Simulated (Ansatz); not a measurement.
**How methods differ on [B2H4]− (SMILES B[BH2-])**

[B2H4]− has 6 atoms, charge -1, and is taken as a doublet. As SMILES, `B[BH2-]`. Geometry: relaxed at GFN2-xTB.

```
atom    x (Å)    y (Å)    z (Å)
   B  -0.1716  -0.7714  -0.0253
   B   0.1693   0.7737   0.0273
   H  -0.5804  -1.4388   0.9210
   H  -0.0699  -1.4854  -1.0207
   H   0.5757   1.4355  -0.9254
   H   0.0769   1.4865   1.0230
```

Each level gives the energy change with the B1–H3 bond stretched from 1.228 to 2.456 Å (eV). The values are calculated.

```tsv
level	kind	program	value (eV)	less FCI/STO-3G	CPU time (all runs)
UHF/STO-3G	Hartree–Fock	Ansatz	4.88	+0.11	0.16 s
USVWN5/STO-3G	LDA	Ansatz	4.97	+0.20	1.4 s
U-revPBE/STO-3G	GGA	Ansatz	4.59	-0.18	2.6 s
UBLYP/STO-3G	GGA	Ansatz	4.52	-0.25	2.5 s
UPBE0/STO-3G	global hybrid	Ansatz	5.06	+0.29	3.3 s
UCAM-B3LYP/STO-3G	range-separated hybrid	Ansatz	5.14	+0.37	3.6 s
UBCCD(T)/STO-3G	coupled cluster or CI	Ansatz	4.80	+0.03	0.49 s
UCCSD(T)/STO-3G	coupled cluster or CI	Ansatz	4.82	+0.05	0.34 s
FCI/STO-3G	exact in the basis	Ansatz	4.77	0.00	10 s
```

FCI/STO-3G is exact within its basis and frozen core, so for wave-function methods in that basis the difference is their error; functionals converge differently with the basis, so for them it is only a difference. Sets without diffuse functions describe the anion poorly. The first shape isn't each level's own minimum. The values span 4.52 to 5.14 eV. Spin contamination of the reference (⟨S²⟩ at least 0.1 too high) touches UHF/STO-3G, USVWN5/STO-3G, U-revPBE/STO-3G, UBLYP/STO-3G, UPBE0/STO-3G, UCAM-B3LYP/STO-3G, UBCCD(T)/STO-3G, UCCSD(T)/STO-3G. All rows use very small basis sets, so even the best lies far from the true value. CPU times are rough (shared hosts, several kinds of processor): they show what a rung costs within a factor of a few.

Breaking the B–H σ bond is what costs the energy here. The unpaired electron of planar [B2H4]− occupies a B–B π-bonding orbital built from the formally empty boron p orbitals, so it contributes little directly to the bond being stretched. Full CI puts the cost at 4.77 eV and UHF at 4.88 eV, which means that correlation lowers the stretched structure more than the starting one. This probably reflects the near-degeneracy of σ and σ* on stretching, with up to three weakly coupled electrons that a single determinant describes poorly. Both coupled-cluster variants recover most of this differential correlation, and the small gap between them is no basis for preferring Brueckner orbitals.

Among the functionals, the two GGAs fall below full CI and the two hybrids above it, but exact exchange alone doesn't set the order, since LDA also lies above. The stretched B–H distance is not the separated-fragment limit, so none of these values is a bond dissociation energy.
